\section*{Response of the fracton spectrum of a Sierpinski network to changes of size, mass, pinning and dimension}

\subsection*{System and question}

Atoms of mass $M$ carry one displacement component $u_i$ each and are joined to nearest neighbours, at distance $a$, by scalar springs:
\begin{equation}
M\ddot u_i=-K\sum_{j}(u_i-u_j),\qquad \lambda=\frac{M\omega^2}{K}=\frac{\omega^2}{\omega_0^2},\qquad k_B\theta_0=\hbar\omega_0 .
\end{equation}
Every triangle of a kagome lattice with bond length $\xi=2^na$ is replaced by a Sierpinski gasket of generation $n$. The network is fractal below $\xi$ and periodic above it, every atom has four neighbours, and a cell of area $2\sqrt3\,\xi^2$ holds $3^{n+1}$ atoms. The crossover frequency $\omega_c=k_BT_c/\hbar$ is defined as the top of the acoustic band. The heat capacity $C$ is counted per atom.

The inputs are meant to suggest porous silica of the kind used as a low-permittivity dielectric: $M=60.08$~u (one SiO$_2$ unit), $a=0.30$~nm (approximately the typical Si--Si spacing) and $K=1.0$~eV/\AA$^2$, chosen so that $v_0=a\omega_0=3.80$~nm/ps is a typical transverse sound speed of dense silica glass. Then $\hbar\omega_0=8.34$~meV and $\theta_0=96.8$~K. The reference network has $n=5$, $\xi=9.6$~nm. All results are those of this model.

The question is how the spectral dimension $d_s$, the crossover, the sound speed $v$ and $C$ respond when (A) $\xi$ is doubled, (B) all atoms or one third of them are made heavier, (C) every atom is tied to a substrate, (D) the triangles become tetrahedra.

\subsection*{Statement}

For the gasket built from $d$-dimensional simplices, halving the resolution maps the eigenvalue as
\begin{equation}
\lambda'=\lambda\,(d+3-\lambda),
\label{map}
\end{equation}
so that
\begin{equation}
d_f=\frac{\ln(d+1)}{\ln2},\quad d_w=\frac{\ln(d+3)}{\ln2},\quad d_s=\frac{2d_f}{d_w},\quad \omega\sim L^{-d_f/d_s}.
\label{dims}
\end{equation}
For $d=2$, $d_f=1.585$, $d_w=2.322$ and $d_s=2\ln3/\ln5=1.365$. Above $\omega_c\sim\xi^{-d_f/d_s}$ the integrated density of states is $\omega^{d_s}$ times a function periodic in $\ln\omega$, so $g(\omega)\sim\omega^{d_s-1}$ holds as an average, and $C\sim T^{d_s}$. Below $\omega_c$, $C\sim T^d$. The reference network has $T_c=3.29$~K and $v=2.18$~nm/ps. The table gives ratios to it; the fracton column holds the power-law values at 10~K.

\begin{center}
\begin{tabular}{lccccc}
change & $d_s$ & $\omega_c$ & $v$ & $C$, $T\ll T_c$ & $C$, 10 K\\ \hline
A: $n=5\to6$ & 1.365 & 0.447 & 0.894 & 1.67 & 1.00\\
B1: all masses 104.63 u & 1.365 & 0.758 & 0.758 & 1.74 & 1.46\\
B2: one third 104.63 u & 1.365 & 0.895 & 0.895 & 1.25 & 1.16\\
C: $\kappa=0.002K$ & 1.365 & 1.65 & gap & 0.02 (0.5 K) & 0.986\\
D: $d=2\to3$ & 1.547 & 0.634 & 0.634 & $T^3$ & $T^{1.547}$\\
\end{tabular}
\end{center}
In row D the entry for $\omega_c$ is the ratio of the scales $v/\xi$.

\subsection*{Prediction by reasoning}

A block of size $L$ has a mass $m(L)$ and a corner-to-corner stiffness $k(L)$, and its lowest mode has $\omega^2\sim k/m$. If doubling $L$ multiplies the mass by $\nu$ and divides the stiffness by $r$, then $\omega^2$ falls by $\nu r$ while the number of modes per atom below it falls by $\nu$:
\begin{equation}
d_s=\frac{2\ln\nu}{\ln(\nu r)}=\frac{2}{1+\ln r/\ln\nu}.
\label{nur}
\end{equation}
A change that acts on one length scale only, or equally on all, leaves $\nu$ and $r$ alone and cannot move $d_s$.

A. One more generation lowers $\omega_c$ by $\sqrt{\nu r}$. A uniform medium would give 2; the gasket gives more, because its blocks meet at corners only. Since $v\sim\xi\omega_c$, the sound speed falls. At $T_c$ about one mode per cell is excited, so $C\sim\nu^{-n}(T/T_c)^2k_B$ below it, which rises by the factor $r$. Far above $T_c$ the thermal modes fit inside one gasket and $C$ should stay put.

B. Frequencies fall as $M^{-1/2}$ and $C$ depends on $T\sqrt M$. Hence $C$ rises as $M$ in the phonon range and only as $M^{d_s/2}$ in the fracton range. For a substitution on the atomic scale, low modes move a whole small block together and feel the mean mass.

C. An on-site spring $\kappa$ adds $\kappa/M$ to every $\omega^2$. All modes stiffen, so $C$ falls. The fall is exponential below $\theta_\kappa=\theta_0\sqrt{\kappa/K}$ and of order $(\theta_\kappa/T)^2$ above it, with a small coefficient, since the modes that shift most are classical and carry $k_B$ before and after.

D. Tetrahedra give $\nu=4$ in place of 3 and more parallel paths, hence a smaller $r$. Both raise $d_s$, which stays below 2 while $r>1$.

\subsection*{Proof of the map}

Take one simplex of the coarser network, with corners $x_1,\dots,x_{d+1}$ and edge midpoints $y_{ij}$. Let the midpoints have $\lambda_1=M_1\omega^2/K$ and the corners $\lambda_2=M_2\omega^2/K$. The midpoint $y_{ij}$ is bonded to $x_i$, $x_j$ and to every $y_{ik}$, $y_{jk}$ with $k\neq i,j$. With $S_i=\sum_{k\neq i}y_{ik}$, $S=\sum_iS_i$ and $X=\sum_ix_i$,
\begin{equation}
(2d+2-\lambda_1)\,y_{ij}=x_i+x_j+S_i+S_j .
\end{equation}
Summation over $j\neq i$, and then over $i$, gives
\begin{equation}
(d+3-\lambda_1)S_i=(d-1)x_i+X+S,\qquad (2-\lambda_1)S=2dX .
\end{equation}
A corner $x$ belongs to two simplices, and $(2d-\lambda_2)x$ equals the sum of its two $S_i$. If $\Sigma$ is the sum over its $2d$ coarse neighbours, the two $X$ add to $2x+\Sigma$, and $\Sigma=(2d-\lambda')x$ with
\begin{equation}
\lambda'=2d+2-\frac{\left[(2d-\lambda_2)(d+3-\lambda_1)-2(d-1)\right](2-\lambda_1)}{2d+2-\lambda_1}.
\label{two}
\end{equation}
For equal masses the bracket is $(d+1-\lambda)(2d+2-\lambda)$, and Eq.~(\ref{map}) follows. The elimination fails only at $\lambda_1=2$, $d+3$ and $2d+2$. The slope at $\lambda=0$ is $\nu r=d+3$ with $\nu=d+1$, so $r=5/3$ for $d=2$ and $3/2$ for $d=3$, and Eq.~(\ref{nur}) yields Eq.~(\ref{dims}).

For $d=2$ and $\lambda<2$ each mode corresponds to one mode of the network with a third of the atoms, through $\lambda=\varphi(\lambda')=\tfrac12\left(5-\sqrt{25-4\lambda'}\right)$. The fraction of modes below $\lambda$ obeys $N_n(\lambda)=\tfrac13N_{n-1}(\lambda')$. The function $\Phi=\lim_m5^m\varphi^{m}$, with $\varphi^m$ the $m$-fold composition, satisfies $\Phi(\lambda')=5\Phi(\lambda)$; inserting a series gives $\Phi=\lambda+\lambda^2/20+\dots$. For $n\to\infty$, $N$ is therefore $\Phi^{d_s/2}$ times a function of period $\ln5$ in $\ln\Phi$.

\subsection*{Phonon range}

After $n$ steps the kagome lattice remains. With $k_i=\mathbf k\cdot\mathbf b_i$ for three bond vectors of length $\xi$ that sum to zero, its dispersive bands are
\begin{equation}
\lambda_n=3\mp\sqrt{1+8\cos k_1\cos k_2\cos k_3},
\end{equation}
and a flat band lies at 6. The acoustic band begins as $q^2-q^4/12$, $q=k\xi$, and ends at $\lambda_n=3$ at the zone corner. Thus
\begin{equation}
v=v_0\left(\tfrac45\right)^{n/2},\qquad \omega_c=\omega_0\sqrt{\varphi^n(3)} .
\end{equation}
The sequence $\varphi^n(3)$ runs 0.6972, 0.1436, 0.02888, 0.005783, 0.0011568, 0.00023137 for $n=1$ to 6. For $n=5$, $\hbar\omega_c=0.284$~meV and $T_c=3.29$~K.

With $x=\hbar\omega/k_BT$ and the Einstein function $E(x)=x^2e^x/(e^x-1)^2$, the integral needed throughout is
\begin{equation}
\int_0^\infty x^{s-1}E(x)\,dx=\Gamma(s+2)\,\zeta(s+1).
\label{mellin}
\end{equation}
The density $k\,dk/2\pi$ per area and $s=2$ give
\begin{equation}
\frac{C}{k_B}=\frac{2\sqrt3\,\zeta(3)}{\pi}\left(\frac53\right)^{n}\left(\frac{T}{\theta_0}\right)^2\left[1+\frac{4\zeta(5)}{3\zeta(3)}\,5^n\left(\frac{T}{\theta_0}\right)^2\right],
\label{debye}
\end{equation}
with coefficients 1.325 and 1.15. The correction comes from $w=5^n\lambda=q^2-q^4(1/12-1/20)$ for large $n$, that is $N\propto q^2=w+w^2/30$.

\subsection*{Fracton range}

Averaged over a period, $N\propto\lambda^{d_s/2}(1+d_s\lambda/40)$, and Eq.~(\ref{mellin}) gives
\begin{equation}
C\propto T^{d_s}\left[1+\frac{(d_s+2)^2(d_s+3)\zeta(d_s+3)}{40\,\zeta(d_s+1)}\left(\frac{T}{\theta_0}\right)^2\right].
\label{frac}
\end{equation}
The coefficient is 0.94, a correction of 1.0 per cent at 10~K. The periodic factor adds terms with $s=d_s+im\tau$, $\tau=4\pi/\ln5=7.81$. Since $dN$ is positive, no Fourier amplitude exceeds the mean, and $|\zeta(d_s+1+i\tau)|\le\zeta(d_s+1)$. Each of the terms $m=\pm1$ is then at most $|\Gamma(d_s+2+i\tau)|/\Gamma(d_s+2)=1.6\times10^{-3}$ of the mean, and higher ones are smaller by orders of magnitude. The modulation of $C$ stays below 0.4 per cent, and that of a ratio of two values below 0.8 per cent.

\subsection*{Calculation of the responses}

\paragraph{A. Doubling $\xi$ to 19.2 nm.} The exact ratio of frequencies is $[5-\varphi^6(3)]^{-1/2}=0.44722$, against $5^{-1/2}=0.44721$. So $\hbar\omega_c=0.127$~meV, $T_c=1.47$~K and $v=1.95$~nm/ps. Equation~(\ref{debye}) gives the factor $5/3$, which the bracket raises by 1.5 per cent at 0.1~K. For the fracton range, both networks consist of generation-5 gaskets joined in pairs at their corners. A closed walk can tell them apart only by circling a hole between gaskets, which takes at least $3\cdot2^5$ steps, so the spectral moments per atom agree up to order 95. As a function of $\lambda$, $E$ has its nearest pole at $-(2\pi T/\theta_0)^2$, which is $-0.421$ at 10~K. Its Chebyshev series on the spectral interval $[0,6]$ converges as $\rho^{-m}$, where $\rho=u+\sqrt{u^2-1}=1.69$ and $u=1+(2\pi T/\theta_0)^2/3$, and $\rho^{-95}<10^{-21}$. The change of $C$ is negligible, and the same argument shows that the $n=5$ network at 10~K already has the heat capacity of the infinite gasket.

\paragraph{B. Heavier atoms.} The mass of a GeO$_2$ unit, 104.63~u, at fixed $K$ gives $\mu=1.7415$. With all atoms replaced, $\mu^{-1/2}=0.758$, $T_c=2.49$~K and $\mu^{d_s/2}=1.46$; the bracket of Eq.~(\ref{frac}) raises the last value to 1.47 at 10~K. If only the corner atoms of the first decimation step are replaced, a third of all, Eq.~(\ref{two}) with $\lambda_1=\lambda$, $\lambda_2=\mu\lambda$ gives
\begin{equation}
\lambda'=5\,\frac{2+\mu}{3}\,\lambda-\frac{8\mu+1}{9}\,\lambda^2+\dots
\end{equation}
After this step the network is uniform, so $d_s$ is unchanged and the mean mass, 74.93~u or 1.247 times the reference, sets the scale. Solving $\lambda'=\varphi^4(3)$ with the full expression gives $T_c=2.95$~K, a ratio of 0.895 as from the mean mass, and $1.247^{d_s/2}=1.16$.

\paragraph{C. Substrate spring.} The term $-\kappa u_i$ leaves the eigenvectors unchanged, and $\omega^2=\omega_0^2(\lambda+\kappa/K)$. The illustrative value $\kappa=0.002$~eV/\AA$^2$ gives $\theta_\kappa=4.33$~K and moves the top of the acoustic band to 5.44~K. The pinning length $a(K/\kappa)^{1/d_w}\approx4$~nm, fixed up to a factor of order one, lies below $\xi$, so no range with linear dispersion is left. With $x_0=\theta_\kappa/T$, the long-wave modes give the ratio $\int_{x_0}^\infty xE\,dx/6\zeta(3)=0.02$ at 0.5~K. One figure is kept, because the bracket of Eq.~(\ref{debye}) already amounts to 10 per cent there. In the fracton range the first-order change of the integral over modes is $\tfrac12x_0^2\int_0^\infty x^{d_s-2}E'\,dx$. Integration by parts with $E-1$ in place of $E$ has no boundary term for $0<d_s<2$ and continues Eq.~(\ref{mellin}) to $s=d_s-2$:
\begin{equation}
\frac{\delta C}{C}=\frac{(2-d_s)\,\zeta(d_s-1)}{2d_s(d_s+1)\,\zeta(d_s+1)}\,x_0^2=-0.073\left(\frac{\theta_\kappa}{T}\right)^2 ,
\end{equation}
with $\zeta(d_s-1)=-1.046$ and $\zeta(d_s+1)=1.400$. At 10~K, $x_0^2=0.187$ and $C$ falls by 1.4 per cent. The 1.0 per cent lattice term of Eq.~(\ref{frac}) is present with and without the substrate and enters this difference only as a relative correction of that order.

\paragraph{D. Tetrahedral gasket.} The host is the pyrochlore lattice of corner-sharing tetrahedra. Each site is an inversion centre with six bonds and the lattice is cubic, so $\lambda_n=6\cdot\tfrac12\cdot\tfrac13q^2=q^2$ again. The map is $\lambda'=\lambda(6-\lambda)$, with $d_f=2$, $d_w=2.585$ and $d_s=2\ln4/\ln6=1.547$. At $n=5$ the speed and the scale $v/\xi$ fall by $(5/6)^{5/2}=0.634$, to $v=1.38$~nm/ps: the faster growth of mass outweighs the slower loss of stiffness. Doubling $T$ in the fracton range multiplies $C$ by 2.92 in place of 2.58. Doubling $\xi$ multiplies $\omega_c$ by $6^{-1/2}=0.408$, $v$ by 0.816, and the $T^3$ coefficient per atom by $(d+3)^{d/2}/(d+1)=3.67$.

\subsection*{Range of the result}

The planar value lies 2.4 per cent above the $4/3$ that Alexander and Orbach conjectured in 1982 for scalar vibrations of percolation clusters, and the tetrahedral value 16 per cent above it. The closeness for $d=2$ is a property of that gasket, not of fractals in general. Scalar springs resist every relative displacement equally, whereas a tenuous network with vector displacements can yield by bending. In the model $v$ falls only as the power 0.388 of the density for $d=2$, where the density goes as $(3/4)^n$, and as the power 0.292 for $d=3$, where it goes as $2^{-n}$. Sound speeds of silica aerogels are typically 0.1 to 0.3~nm/ps, so the model's 1.38~nm/ps, and with it $\omega_c\sim v/\xi$ at given $\xi$, is too high for such materials by a factor of roughly five to above ten.